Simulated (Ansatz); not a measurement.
# Rh: the change of energy above lowest point and pressure with volume scale

Free energy against uniform scaling of the volume at fixed shape and fractions; periodic cell, basis, potentials, k mesh and filling as listed. The results are calculated, by Ansatz 0.2.0.

The cell before it is scaled or strained (space group P6_3/mmc, No. 194):
```
cell vectors (Å)
   2.6917     0.0000     0.0000
  -1.3459     2.3311     0.0000
   0.0000     0.0000     8.7981
atoms (fractions of the cell vectors)
Rh  0.00000  0.00000  0.00000
Rh  0.33333  0.66667  0.25000
Rh  0.00000  0.00000  0.50000
Rh  0.66667  0.33333  0.75000
```

Settings of every row: functional r2SCAN; dispersion none; potentials PAW; wave cutoff 600 eV; density cutoff 2400 eV; k mesh 10x10x3; k shift 0x0x0; occupations methfessel paxton; smearing width 0.1 eV; spin none.

Limits: coarse k mesh, up to 40 meV an atom off; the cell comes from a prototype or a list of computed structures and needn't be the stable phase.

```csv
row,volume scale,V (Å³/atom),energy above lowest point (meV/atom),pressure (GPa)
1,0.9,12.421,134.4,36.5
2,0.925,12.766,68.8,24.73
3,0.95,13.111,?,?
4,0.975,13.456,4.7,5.98
5,1,13.801,0,-1.44
6,1.025,14.146,10.1,-7.8
7,1.05,14.491,32.9,-13.23
8,1.075,14.836,66.5,-17.85
9,1.1,15.181,109.3,-21.78
```

Question: what energy above lowest point and pressure should row 3 give?

Worked fit of energy above lowest point. Take u = (V_r/V)^(2/3) − 1 with V_r = 13.974 Å³ an atom, which is twice the finite (Eulerian) strain; such expansions in the strain, on which the Birch-Murnaghan equation of state is built, carry the rest volume and the bulk modulus. The shown rows have u = 0.08171, 0.06213, 0.0255, 0.00834, -0.00812, -0.02393, -0.03912, -0.05373. Least squares give energy above lowest point = 3.38 − 619.9 × u + 25975 × u² + 15161 × u³ meV/atom; a parabola predicts inner rows, each left out in turn, worse (root mean square 1.1 against 0.041 meV/atom). All shown rows lie on it to the printed digit. Its lowest point lies at u = 0.0118, or V = 13.73 Å³ an atom, and the curvature there gives the bulk modulus at fixed shape and fractions, B = (4/9)(1 + u)² E″(u)/V = 282 GPa. Letting shape and atoms relax would as a rule lower it, by much in layered, chain or molecular crystals. The withheld row has u = 0.04341, so the fit gives 3.38 − 619.9 × (0.04341) + 25975 × (0.04341)² + 15161 × (0.04341)³ = 26.7 meV/atom.

The calculation gave 26.6 meV/atom. The fit lies 0.1 meV/atom (0.074 % of the column's range) above it, one unit of the last digit.

Worked fit of pressure. Take u = (V_r/V)^(2/3) − 1 with V_r = 13.974 Å³ an atom, which is twice the finite (Eulerian) strain; such expansions in the strain, on which the Birch-Murnaghan equation of state is built, carry the rest volume and the bulk modulus. The shown rows have u = 0.08171, 0.06213, 0.0255, 0.00834, -0.00812, -0.02393, -0.03912, -0.05373. Least squares give pressure = −4.755 + 385.57 × u + 1350.5 × u² + 1341 × u³ GPa; a parabola predicts inner rows, each left out in turn, worse (root mean square 0.097 against 0.0061 GPa). The rows lie off it by 0.00, -0.01, 0.00, 0.00, 0.00, 0.00, 0.00, 0.00. The pressure vanishes at u = 0.0118, or V = 13.73 Å³ an atom, and there the bulk modulus at fixed shape and fractions is B = −V dP/dV = (2/3)(1 + u) dP/du = 282 GPa. Letting shape and atoms relax would as a rule lower it, by much in layered, chain or molecular crystals. The withheld row has u = 0.04341, so the fit gives −4.755 + 385.57 × (0.04341) + 1350.5 × (0.04341)² + 1341 × (0.04341)³ = 14.64 GPa.

The calculation gave 14.64 GPa. The fit meets it to the printed digit.
